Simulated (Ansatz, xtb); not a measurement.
Relative energy of two isomers of C4H8Cl2OSi

Structure X: `C=CCO[Si](C)(Cl)Cl`, a singlet. Structure Y: `ClC[Si@]1(Cl)CCCO1`, a singlet. Both are isolated molecules in the gas phase, relaxed with r2SCAN-D4/def2-SVP, each in the lowest conformer that the search found.

Quicker runs give these differences E(Y) − E(X): GFN2-xTB +8.0 kcal/mol; HF/STO-3G −14.6 kcal/mol (at GFN2-xTB geometries); r2SCAN-D4/def2-SVP//GFN2-xTB +16.2 kcal/mol.

Estimate E(Y) − E(X) at the level CCSD(T)/def2-SVP + ΔMP2/def2-TZVPP.

Calculated at CCSD(T)/def2-SVP + ΔMP2/def2-TZVPP: E(Y) − E(X) = +18.2 kcal/mol, so structure X lies lower.

How the difference moves with the method:

```
                             level            geometry  E(Y) − E(X) (kcal/mol)  departure from the last row (kcal/mol)  job, with rough time for the two
                          GFN2-xTB            GFN2-xTB                      +8.0                                   −10.2              optimisation, 0.28 s
                         HF/STO-3G            GFN2-xTB                     −14.6                                   −32.8              single point, 0.62 s
      r2SCAN-D4/def2-SVP//GFN2-xTB            GFN2-xTB                     +16.2                                    −2.0               single point, 6.3 s
                r2SCAN-D4/def2-SVP  r2SCAN-D4/def2-SVP                     +16.5                                    −1.7             optimisation, 1.7 min
                       HF/def2-SVP  r2SCAN-D4/def2-SVP                     +24.4                                    +6.2           part of the CCSD(T) run
                      MP2/def2-SVP  r2SCAN-D4/def2-SVP                     +18.0                                    −0.3           part of the CCSD(T) run
                  CCSD(T)/def2-SVP  r2SCAN-D4/def2-SVP                     +19.0                                    +0.8                      single point
CCSD(T)/def2-SVP + ΔMP2/def2-TZVPP  r2SCAN-D4/def2-SVP                     +18.2                                                     single point, 2.4 min
```

As drawn, Y has 1 C–Cl, 1 C–Si, 1 C–C in place of 1 C=C, 1 Cl–Si. Structure X has no ring, Y a 5-membered ring.

HF/STO-3G puts the two in the other order. The largest departure from CCSD(T)/def2-SVP + ΔMP2/def2-TZVPP is that of HF/STO-3G, 32.8 kcal/mol. The last row adds to CCSD(T) the change of the MP2 difference between the two basis sets, here −0.8 kcal/mol.

With thermal terms from frequencies at re-optimised GFN2-xTB minima (ideal gas, soft modes damped towards free rotors, one conformer each, 298.15 K, 1 atm): the zero-point term adds +2.5 kcal/mol; ΔH is +19.4 and ΔG +22.6 kcal/mol.

The correlated steps freeze 20 core orbitals. Mirror images aren't counted in ΔG. Run with Ansatz 0.2.0, xtb 6.7.1; the last row on 4 threads of Arm Neoverse V1 on a shared host.

The open-chain allyloxysilane is clearly favoured over the ring, even though ring closure trades a C=C π bond for σ bonding, which usually pays. Here the gain is offset because chlorine moves from silicon to carbon: a strong, highly polar Si–Cl bond gives way to a much weaker C–Cl bond, and the new Si–C bond doesn't make up the loss. Silicon also gives up one of its electronegative substituents, and strain in the oxasilolane ring probably adds a smaller penalty.

The reversed order in HF/STO-3G comes mainly from the minimal basis, not from missing correlation, since HF/def2-SVP already favours X, and by more than CCSD(T) does. Without polarisation functions, the polar bonds at silicon are probably described too poorly. Correlation then favours the more compact, σ-bonded ring, but not by enough to change the order. Free energy widens the gap beyond the enthalpy, as expected when a flexible chain loses its internal rotations on cyclisation. The preference is thermodynamic and says nothing about how readily the isomers interconvert.
